**Halogen dependence of the lowest singlet in an acyl halide and a P,N ring**

The table holds vertical S1 (TDDFT), T1 (Tamm-Dancoff) and HOMO-LUMO gaps at CAM-B3LYP/def2-SVPD on GFN2-xTB geometries for F, Cl and Br in two frames, without spin-orbit coupling. The program compares three descriptions of S1: linear in electronegativity, the gap less a constant, and the orbital difference of the leading pair less a constant per frame. A common electronegativity slope misses by up to 0.36 eV, and the gap fails in the ring, where S1 starts from HOMO-1 and is nearly constant. In the acyl frame the pair model errs by about 0.2 eV at both ends, since the difference between pair gap and S1 falls from 5.05 to 4.61 eV while the HOMO shifts partly from oxygen to the halogen. The output also sets the acyl singlet-triplet splitting beside a crude product of atom shares and prints the irregular dipoles.

Calculated values. PySCF 2.14.0 with density fitting, CAM-B3LYP/def2-SVPD, gas phase, GFN2-xTB geometries, for an acyl halide and a ring with P and N; * in each frame (SMILES) marks the atom varied. Excitations are vertical with core orbitals frozen in the response, from full TDDFT for singlets and Tamm-Dancoff for triplets. Electronegativities are Pauling's tabulated values.

## Program and output

```python
# Table: vertical S1 (TDDFT), T1 (Tamm-Dancoff) and HOMO-LUMO gap in eV, PySCF CAM-B3LYP/def2-SVPD
# on GFN2-xTB geometries, X = F, Cl, Br in an acyl halide and in a P,N ring.
# Tested: S1 linear in electronegativity (A), gap less a constant (B), leading-pair gap less a constant (C).
T = {
    'formula': ['C4H6F2O', 'C4H6ClFO', 'C4H6BrFO', 'C5H5FNP', 'C5H5ClNP', 'C5H5BrNP'],
    'member': ['*C(=O)C(C)(C)F', '*C(=O)C(C)(C)F', '*C(=O)C(C)(C)F', '*c1cnc(C)cp1', '*c1cnc(C)cp1', '*c1cnc(C)cp1'],
    'element': ['F', 'Cl', 'Br', 'F', 'Cl', 'Br'],
    'Z': [9, 17, 35, 9, 17, 35],
    'en': [3.98, 3.16, 2.96, 3.98, 3.16, 2.96],
    'r_mean': [1.368, 1.748, 1.967, 1.354, 1.734, 1.915],  # Å
    's1': [6.03, 4.99, 4.91, 4.28, 4.26, 4.25],  # eV
    'f1': [0.003, 0.001, 0.0, 0.008, 0.009, 0.009],
    'main': ['HOMO to LUMO', 'HOMO to LUMO', 'HOMO to LUMO', 'HOMO-1 to LUMO', 'HOMO-1 to LUMO', 'HOMO-1 to LUMO'],
    't1': [5.44, 4.47, 4.43, 3.29, 3.22, 3.24],  # eV
    'st': [0.59, 0.52, 0.48, 0.99, 1.04, 1.01],  # eV
    'gap': [11.08, 9.78, 9.52, 7.65, 7.4, 7.29],  # eV
}
import numpy as np
s1, t1, st, gap, en, r, f1 = (np.array(T[k], float) for k in ("s1", "t1", "st", "gap", "en", "r_mean", "f1"))
# Further outputs of the same runs: orbital energies (eV), atom shares, dipoles (D)
homo = np.array([-10.7313, -10.0718, -9.8150, -8.8336, -8.6447, -8.5475])
homo1 = np.array([-11.6919, -10.8153, -10.1430, -9.0871, -9.0687, -9.0604])
lumo = np.array([0.3532, -0.2956, -0.2966, -1.1824, -1.2412, -1.2550])
ac_homo2 = np.array([-12.2729, -10.9714, -10.1682]); ac_F_homo3 = -12.7553
# acyl shares on O, carbonyl C, X, alpha C (0 = not among the listed atoms)
hs = np.array([[.539, .108, .101, .107], [.481, .084, .234, .077], [.325, .059, .528, 0]])
ls = np.array([[.327, .388, .095, .051], [.313, .402, .132, .051], [.333, .405, .107, .048]])
ring_hX, ring_h1N = np.array([.128, .270, .371]), np.array([.447, .441, .439])
dip = np.array([3.495, 2.511, 3.234]); wBr = np.array([.715, .235])
hole = np.where([m.startswith("HOMO-1") for m in T["main"]], homo1, homo)
pair = lumo - hole
fr = {"acyl": slice(0, 3), "ring": slice(3, 6)}
f = lambda a, d=2: " ".join(f"{x:+.{d}f}" for x in a)
print("order F Cl Br; energies in eV; rounding 0.005 per value, 0.01 per difference")
print(f"largest f(S1) {f1.max():.3f}")
for n, s in fr.items():
    print(f"{n} steps F-Cl, Cl-Br: S1 {f(np.diff(s1[s]))} | T1 {f(np.diff(t1[s]))} | gap {f(np.diff(gap[s]))}")
    print(f"{n} steps: HOMO {f(np.diff(homo[s]))} | S1 hole orbital {f(np.diff(hole[s]))} | LUMO {f(np.diff(lumo[s]),3)}")
    print(f"{n} F to Br: S1 {s1[s][2]-s1[s][0]:+.2f}, gap {gap[s][2]-gap[s][0]:+.2f}, pair gap {pair[s][2]-pair[s][0]:+.2f}")
X = np.c_[np.arange(6) < 3, np.arange(6) >= 3, en].astype(float)
c = np.linalg.lstsq(X, s1, rcond=None)[0]
print(f"A, one slope for both frames: {c[2]:.2f} eV per unit; residuals {f(s1 - X @ c)}")
pred = {}
for n, s in fr.items():
    p = np.polyfit(en[s], s1[s], 1)
    print(f"A, {n} alone (2 parameters, 3 points): slope {p[0]:.3f}; residuals {f(s1[s] - np.polyval(p, en[s]))}")
for lab, x in (("electronegativity", en), ("bond length", r)):
    pred[lab] = (s1[1] - s1[0]) / (x[1] - x[0]) * (x[2] - x[1])
    print(f"acyl Cl-Br step expected from F-Cl, linear in {lab}: {pred[lab]:+.2f}; found {s1[2]-s1[1]:+.2f}")
for n, s in fr.items():
    for lab, g in (("B, gap", gap), ("C, pair gap", pair), ("no change", 0 * gap)):
        if n == "acyl" and lab.startswith("B"):
            print("acyl: B and C coincide (S1 starts from the HOMO)"); continue
        k = (s1[s] - g[s]).mean(); res = s1[s] - g[s] - k
        w = np.argmax(abs(res))
        print(f"{n} {lab}: constant {k:+.2f}; residuals {f(res)}; worst {T['element'][s][w]}")
D = pair - s1
for n, s in fr.items():
    print(f"{n} pair gap {f(pair[s])}; D = pair gap - S1 {f(D[s])}; steps of D {f(np.diff(D[s]))}")
print(f"acyl share of gap step reaching S1: {f(100*np.diff(s1[:3])/np.diff(pair[:3]),0)} %")
print(f"acyl HOMO share on O {f(hs[:,0])}, on X {f(hs[:,2])}; LUMO on C+O {f(ls[:,0]+ls[:,1])}, on X {f(ls[:,2],3)}")
print(f"ring HOMO share on X {f(ring_hX)}; HOMO-1 share on N {f(ring_h1N)}")
ov = (hs * ls).sum(1); k = st[:3] @ ov / (ov @ ov)
print(f"acyl same-atom product HOMO x LUMO {f(ov,3)}; on O only {f(hs[:,0]*ls[:,0],3)}")
print(f"acyl S1-T1 {f(st[:3])} = {k:.2f} x product; residuals {f(st[:3]-k*ov)}")
print(f"F to Br change: S1-T1 {100*(st[2]/st[0]-1):+.0f} %, product {100*(ov[2]/ov[0]-1):+.0f} %, D {100*(D[2]/D[0]-1):+.0f} %")
print(f"ring S1-T1 {f(st[3:])} (different configurations); ratio ring/acyl {f(st[3:]/st[:3],1)}")
eff = lumo[2] - wBr @ np.array([homo[2], ac_homo2[2]]) / wBr.sum()
print(f"acyl Br pair gap with T1 weights {eff:.2f}; step from Cl {eff-pair[1]:+.2f}; T1 step {t1[2]-t1[1]:+.2f}")
lift = ls[1:, 2] * (lumo[1:3] - (homo1[1:3] + ac_homo2[1:]) / 2)
print(f"two-level LUMO lift, order of magnitude only: Cl {lift[0]:.1f}, Br {lift[1]:.1f}, F above {ls[0,2]*(lumo[0]-ac_F_homo3):.1f}")
print(f"acyl dipoles {f(dip)} D; steps {f(np.diff(dip))} D")
assert list(T["element"]) == ["F", "Cl", "Br"] * 2 and np.all(abs(lumo - homo - gap) < 0.006)
assert lumo[0] > lumo[1] and lumo[3] > lumo[4]
assert np.ptp(s1[3:]) < 0.05 and np.ptp(gap[3:]) > 0.3
assert D[0] > D[1] > D[2] and abs(pred["electronegativity"]) > 2 * abs(s1[2] - s1[1])
```

Printed output:

```
order F Cl Br; energies in eV; rounding 0.005 per value, 0.01 per difference
largest f(S1) 0.009
acyl steps F-Cl, Cl-Br: S1 -1.04 -0.08 | T1 -0.97 -0.04 | gap -1.30 -0.26
acyl steps: HOMO +0.66 +0.26 | S1 hole orbital +0.66 +0.26 | LUMO -0.649 -0.001
acyl F to Br: S1 -1.12, gap -1.56, pair gap -1.57
ring steps F-Cl, Cl-Br: S1 -0.02 -0.01 | T1 -0.07 +0.02 | gap -0.25 -0.11
ring steps: HOMO +0.19 +0.10 | S1 hole orbital +0.02 +0.01 | LUMO -0.059 -0.014
ring F to Br: S1 -0.03, gap -0.36, pair gap -0.10
A, one slope for both frames: 0.59 eV per unit; residuals +0.36 -0.20 -0.16 -0.34 +0.12 +0.23
A, acyl alone (2 parameters, 3 points): slope 1.147; residuals +0.02 -0.08 +0.07
A, ring alone (2 parameters, 3 points): slope 0.028; residuals -0.00 +0.00 -0.00
acyl Cl-Br step expected from F-Cl, linear in electronegativity: -0.25; found -0.08
acyl Cl-Br step expected from F-Cl, linear in bond length: -0.60; found -0.08
acyl: B and C coincide (S1 starts from the HOMO)
acyl C, pair gap: constant -4.82; residuals -0.24 +0.03 +0.21; worst F
acyl no change: constant +5.31; residuals +0.72 -0.32 -0.40; worst F
ring B, gap: constant -3.18; residuals -0.19 +0.04 +0.14; worst F
ring C, pair gap: constant -3.58; residuals -0.04 +0.02 +0.03; worst F
ring no change: constant +4.26; residuals +0.02 -0.00 -0.01; worst F
acyl pair gap +11.08 +9.78 +9.52; D = pair gap - S1 +5.05 +4.79 +4.61; steps of D -0.27 -0.18
ring pair gap +7.90 +7.83 +7.81; D = pair gap - S1 +3.62 +3.57 +3.56; steps of D -0.06 -0.01
acyl share of gap step reaching S1: +79 +31 %
acyl HOMO share on O +0.54 +0.48 +0.33, on X +0.10 +0.23 +0.53; LUMO on C+O +0.72 +0.72 +0.74, on X +0.095 +0.132 +0.107
ring HOMO share on X +0.13 +0.27 +0.37; HOMO-1 share on N +0.45 +0.44 +0.44
acyl same-atom product HOMO x LUMO +0.233 +0.219 +0.189; on O only +0.176 +0.151 +0.108
acyl S1-T1 +0.59 +0.52 +0.48 = 2.48 x product; residuals +0.01 -0.02 +0.01
F to Br change: S1-T1 -19 %, product -19 %, D -9 %
ring S1-T1 +0.99 +1.04 +1.01 (different configurations); ratio ring/acyl +1.7 +2.0 +2.1
acyl Br pair gap with T1 weights 9.61; step from Cl -0.17; T1 step -0.04
two-level LUMO lift, order of magnitude only: Cl 1.4, Br 1.1, F above 1.2
acyl dipoles +3.50 +2.51 +3.23 D; steps -0.98 +0.72 D
```
